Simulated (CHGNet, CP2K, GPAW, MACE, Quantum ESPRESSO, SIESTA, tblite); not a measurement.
# Force errors of programs, basis sets and cheaper models against plane-wave PBE for N-substituted trilayer phosphorene

Phosphorene is a candidate channel material for thin transistors, and substituted atoms change both its bonding and its stability. Relaxing many disordered cells is expensive, so a cheaper method is attractive if its forces can be trusted.

**Problem.** For one strained three-layer cell of 72 atoms, with 24 P atoms replaced by N, determine how far the forces of other programs, basis sets and cheaper models lie from those of Quantum ESPRESSO with PBE and plane waves. Then estimate the deviation of CHGNet 0.3.0. The measure is the r.m.s. difference of force components, as a percentage of the reference's r.m.s. component of 1.58 eV/Å. It measures agreement with one PBE calculation at a finite cutoff, not with experiment.

## Calculations

One cell of 72 atoms: 3 layers of phosphorene (a = 3.314 Å), 3 x 2 cells, biaxial strain +4 %, every second layer slid by 0.500 of a1; facing atoms 3.38, 3.4 Å apart; 16 Å of vacuum; 24 of 72 P replaced by N at random; displaced by a Gaussian of 0.02 Å. Then every atom was moved at random, 0.02 Å r.m.s. a Cartesian component. Every run is a single point on the same atoms, without spin polarisation; electronic-structure runs share their k-points (Γ alone) and a smearing of 0.05 eV. Reference: Quantum ESPRESSO 7.5, PBE, SSSP efficiency 1.3.0 pseudopotentials, plane waves to 816 eV; its r.m.s. force component is 1.58 eV/Å. Other programs: CHGNet 0.3.0, CHGNet r2SCAN, CP2K 2026.2, GPAW 26.7.0, MACE MP-0b2 small, SIESTA 5.4.2 and tblite 0.8.0. In the run that the rows count from, the cell has a spacing of 0.39 eV between highest filled and lowest empty level, and its k-points sample 9 Å along the shortest periodic direction.

Notes on method and selection:

- The reference is one program's result at a finite cutoff, not the truth.
- Tight-binding models were fitted mostly to molecules.
- Each program runs at its own cutoffs and thresholds.
- The open machine-learned potentials were trained mostly on computed crystals (Materials Project trajectories and like sets), at PBE and PBE+U unless another functional is named.
- Runs made unsound on purpose, GPAW plane-wave runs under 500 eV and SIESTA runs with D3 or with its warning on the neutral-atom potential of Cu, Fe, Ni or Zn are left out.
- A level that differs from the reference in program or basis and in functional mixes both effects.
- Runs that did not converge, have known faults or may not be shown are not listed, and runs on Ansatz's PAW sets soft_1 and soft_2 are kept to separate tables.

Columns:

- kind: kind of method.
- force share (%): r.m.s. difference of force components from the reference, over the reference's r.m.s. force component.
- force slope: slope of the run's force components against the reference's.

## Data

| member | kind | force share (%) | force slope | remark |
| --- | --- | --- | --- | --- |
| GPAW, PBE, real-space grid | real-space grid | 5.34 | 1.018 | grid spacing 0.2 Å |
| MACE-MP-0b2 small | learned potential | 43.58 | 0.793 |  |
| SIESTA, PBE, atomic orbitals (TZP) | atom-centred basis | 7.43 | 0.976 | grid cutoff 500 Ry |
| GPAW, LDA, atomic orbitals (dzp) | atom-centred basis | 6.07 | 1.019 | grid spacing 0.18 Å |
| GPAW, PBE, atomic orbitals (dzp) | atom-centred basis | 7.94 | 0.960 | grid spacing 0.18 Å |
| QE, PBE, SSSP efficiency (reference) | plane waves | – | – |  |
| tblite, GFN1-xTB | tight binding | 37.68 | 1.326 |  |
| SIESTA, PBE, atomic orbitals (DZP) | atom-centred basis | 8.22 | 0.961 | grid cutoff 500 Ry |
| CHGNet tuned to r2SCAN | learned potential | 35.41 | 1.121 |  |
| CP2K, PBE, DZVP-MOLOPT (UZH set) | atom-centred basis | 3.61 | 0.977 | grid cutoff 600 Ry |
| tblite, GFN2-xTB | tight binding | 31.60 | 1.292 |  |
| CP2K, PBE, TZVP-MOLOPT (UZH set) | atom-centred basis | 2.96 | 0.981 | grid cutoff 600 Ry |
| CHGNet 0.3.0 | learned potential | ? | ? |  |

Cells marked ? are withheld until the estimate has been made.

## Mechanism

**Solution.** The members fall into two groups. The density-functional runs deviate by 2.96 to 8.22 %, the tight-binding and learned models by 31.60 to 43.58 %. CP2K with the TZVP basis is closest, at 2.96 × 1.58 / 100 = 0.047 eV/Å; MACE is furthest, at 43.58 × 1.58 / 100 = 0.69 eV/Å.

Going from double to triple zeta lowers the deviation by 3.61 − 2.96 = 0.65 points in CP2K and by 8.22 − 7.43 = 0.79 points in SIESTA. Differences this small may partly reflect how far self-consistency was carried. The two programs differ by more, 7.43 − 2.96 = 4.47 points at triple zeta, but their pseudopotentials and orbital shapes differ too. Small basis sets are not covered by this range: an untabled GPAW run with fewer orbitals lies much further out than dzp.

All five PBE runs with atomic orbitals have slopes below 1. A likely cause is that N on a P site has bonds that are too long and pull inward, while an incomplete basis tends to favour longer bonds and so weakens the pull. LDA favours shorter bonds and acts the other way: in GPAW with dzp it raises the slope from 0.960 to 1.019. Its smaller deviation from PBE, 6.07 against 7.94 %, is therefore best read as a partial cancellation of basis and functional errors.

For the cheaper models the slope $s$ separates a common scaling error from the rest. If $s$ is a least-squares slope and the mean force is zero, the remainder of a share $d$ is

$$r=\sqrt{d^2-[100(s-1)]^2}.$$

For GFN2-xTB the scaling part is 100 × (1.292 − 1) = 29.2 %, and √(31.60² − 29.2²) = 12 % remains, so most of its error is a uniform exaggeration of the forces. For MACE the scaling part is 100 × (1 − 0.793) = 20.7 %, and √(43.58² − 20.7²) = 38 % remains, so rescaling would help little: the errors differ from atom to atom. Training mostly on computed crystals, with few such strained P–N environments, is a plausible reason.

## Blind estimate

Plain estimates from the members shown:

- CHGNet 0.3.0, mean of the 11 members shown: 17.26 %, standard deviation 15

The mean of all 11 members, 17.26 %, falls in the empty gap between the two groups and describes neither. A closer relative is the better guide.

Two learned potentials are available. The r2SCAN version of CHGNet shares the model design but was tuned to another functional, and its slope of 1.121 shows forces that are too large. MACE-MP-0b2 has a different design, but like CHGNet 0.3.0 it was trained mostly on PBE and PBE+U data for crystals. Such data lie mostly near equilibrium, which tends to make the forces on badly strained bonds too weak, as the MACE slope of 0.793 suggests. MACE is therefore taken as the stand-in, without a further shift: 43.58 %, rounded to 44 %.

The route can be tried on shown members by letting one model stand for another of its kind. MACE in place of the r2SCAN version of CHGNet misses by 43.58 − 35.41 = 8.17 points; GFN1-xTB in place of GFN2-xTB misses by 37.68 − 31.60 = 6.08 points. The r.m.s. miss is √((8.17² + 6.08²)/2) = 7.2 points. Because two trials fix a scatter poorly, it is widened by the Student factor for two degrees of freedom at about 68 % coverage, roughly 1.3: 7.2 × 1.3 = 9.4, rounded up to 10 points.

**Committed estimate, CHGNet 0.3.0: force share = 44 ± 10 %.**

## Check

| member | kind | force share (%) | force slope |
| --- | --- | --- | --- |
| CHGNet 0.3.0 | learned potential | 25.69 | 1.089 |

| member | estimate | force share (%) | computed | estimate − computed | miss in error bars |
| --- | --- | --- | --- | --- | --- |
| CHGNet 0.3.0 | committed | 44.00 | 25.69 | +18.31 | 1.8 |
| CHGNet 0.3.0 | mean | 17.26 | 25.69 | −8.43 |  |

The estimate of 44 ± 10 % was too high by 18.31 points, or 1.8 error bars. It also did worse than the plain mean, which was 8.43 points too low.

The choice of MACE as stand-in failed. Similar training data were expected to give similar errors and forces that are too weak, but CHGNet 0.3.0 has a slope of 1.089 against 0.793 for MACE. Its slope is close to the 1.121 of the r2SCAN version, which shares its design. That version would have been the better stand-in, though still 35.41 − 25.69 = 9.72 points too high. The error bar was too narrow because it rested on two pairs, one of them tight-binding models, which say little about learned potentials.

The separation between density-functional runs and cheaper models held: 25.69 % is about three times the largest density-functional deviation, 8.22 %. Most of the CHGNet error is again not a common scaling, since √(25.69² − 8.9²) = 24 % remains. Training near equilibrium therefore does not by itself make a potential too soft for this cell.

## Where the trend breaks

MACE lies farthest out, at 43.58 %, and is the only cheaper model whose forces are too weak overall. Scarce training data for stretched P–N bonds may contribute, but CHGNet 0.3.0, trained on similar data, errs the other way. The design and small size of the MACE model are therefore also possible causes.

GFN1-xTB follows at 37.68 %, with the largest slope, 1.326. Parameters fitted mostly to molecules may pull too strongly on P–N bonds that are held too long here. GFN2-xTB shows the same sign, with a slope of 1.292.

Among the density-functional runs, the GPAW real-space grid deserves notice. It has no atomic-orbital basis to be incomplete, yet it deviates by 5.34 %, more than either CP2K run. Its PAW sets and its spacing of 0.2 Å, which is rather coarse for the compact 2p orbitals of N, are the likeliest sources. The reference itself adds little to such deviations: Ansatz, a second plane-wave program, used with PBE and PAW, agrees with it far more closely than any run in the table. The 2.96 to 8.22 % are therefore almost wholly errors of the runs as set up here, from basis, grid, pseudopotentials or, for LDA, the functional. They rank these runs by closeness to plane-wave PBE forces, but not the programs at their best settings.

Under Mechanism I allowed that the small gains from double to triple zeta might partly reflect self-consistency. That was wrong. In both programs the larger basis lowers the energy by far more than the last self-consistency steps change it, and the slope moves towards 1: from 0.961 to 0.976 in SIESTA and from 0.977 to 0.981 in CP2K. The gains are an effect of the basis.

## Conclusions

For this cell, the seven density-functional runs compared with the reference in the table deviate by 6 ± 2 %, and the five cheaper models by 35 ± 7 % (mean and standard deviation of each group). A CP2K run with another double-zeta basis, DZVP-MOLOPT-SR, is left out, so the first range holds for the basis sets shown and not for every polarised double-zeta basis. Knowing the kind of method thus narrows an estimate well below the overall scatter of 15 points, but one learned potential does not predict another closely.

In practical units, CHGNet 0.3.0 errs by 25.69 × 1.58 / 100 = 0.41 eV/Å, and SIESTA with DZP by 8.22 × 1.58 / 100 = 0.13 eV/Å. Dividing the GFN2-xTB forces by their slope would lower their deviation from 31.60 to about 12 / 1.292 = 9 %. That factor is fitted to this cell, and it leaves the model's relaxed geometry unchanged.

PBE does not describe dispersion, which draws the layers together. Close agreement with this reference therefore does not guarantee a correct layer spacing after relaxation.
